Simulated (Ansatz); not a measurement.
## Abstraction of H: GeH2(CH3)2 + C2H2FGe → GeH(CH3)2 + C2H3FGe

Species: GeH2(CH3)2, singlet; C2H2FGe `C#[C][GeH][F]`, doublet; GeH(CH3)2, doublet; C2H3FGe `C#[C][GeH2][F]`, singlet. A radical takes H: the energy is the difference in strength between two Ge–H bonds in different surroundings.

Shapes, held fixed at every level: PBE0-D4/def2-TZVP. Programs: Ansatz 0.2.0. The zero-point and thermal change to 298 K, harmonic and unscaled (PBE0-D4/def2-TZVP), is +0.3 kJ/mol.

(1) Estimate ΔH(298 K) of this reaction.

Results:

(1) The highest level, CCSD(T)/def2-TZVPP, gives ΔH(298 K) = +0.4 kJ/mol; the levels span -11.3 to +7.3. That is about zero within the method's error. They disagree on the sign: 4 of 7 are positive. The column of differences is taken from that level and isn't an error. No measured value is set beside it here. Open shells run unrestricted. Relativity is left out for Ge. Outer-core shells of Ge are correlated in most correlated rows, in sets that cover them unevenly. Times are processor times on shared x86 and Arm servers, and rough.

```tsv
level	kind	ΔH(298 K) (kJ/mol)	less CCSD(T)/def2-TZVPP	CPU time (sum over the molecules)
MP2/def2-SVP	perturbation theory	-11.3	-11.7	–
HF/def2-SVP	Hartree–Fock	-4.0	-4.4	–
B3LYP-D4/def2-TZVPP	global hybrid	+7.3	+6.9	42 s
BHLYP-D4/def2-TZVPP	global hybrid	+2.8	+2.4	35 s
PBE0-D4/def2-TZVPP	global hybrid	+5.3	+4.9	31 s
CCSD(T)/def2-SVP	coupled cluster or CI	-1.8	-2.2	74 s
CCSD(T)/def2-TZVPP	coupled cluster or CI	+0.4	0.0	17 min
```

The two Ge–H bonds are nearly equally strong: at +0.4 kJ/mol, replacing two methyl groups with ethynyl and fluorine barely changes the cost of forming the germyl radical. An ethynyl group next to a carbon radical would weaken the C–H bond markedly through propargyl-type delocalisation. At germanium this effect is muted, because germyl radicals are pyramidal, their unpaired electron sits in an orbital with considerable s character, and the long Ge–C bond gives poor π overlap. The small remaining stabilisation by ethynyl is probably offset by fluorine, which draws p character into the Ge–F bond and favours a still more pyramidal radical.

MP2 stands apart at -11.3 kJ/mol, against -1.8 for CCSD(T) in the same basis, possibly because spin contamination of the ethynyl-substituted radical raises its MP2 energy and so makes the abstraction look too favourable. Since both substituents change at once, the near-zero balance can't show how much each contributes; singly substituted germanes would be needed for that.
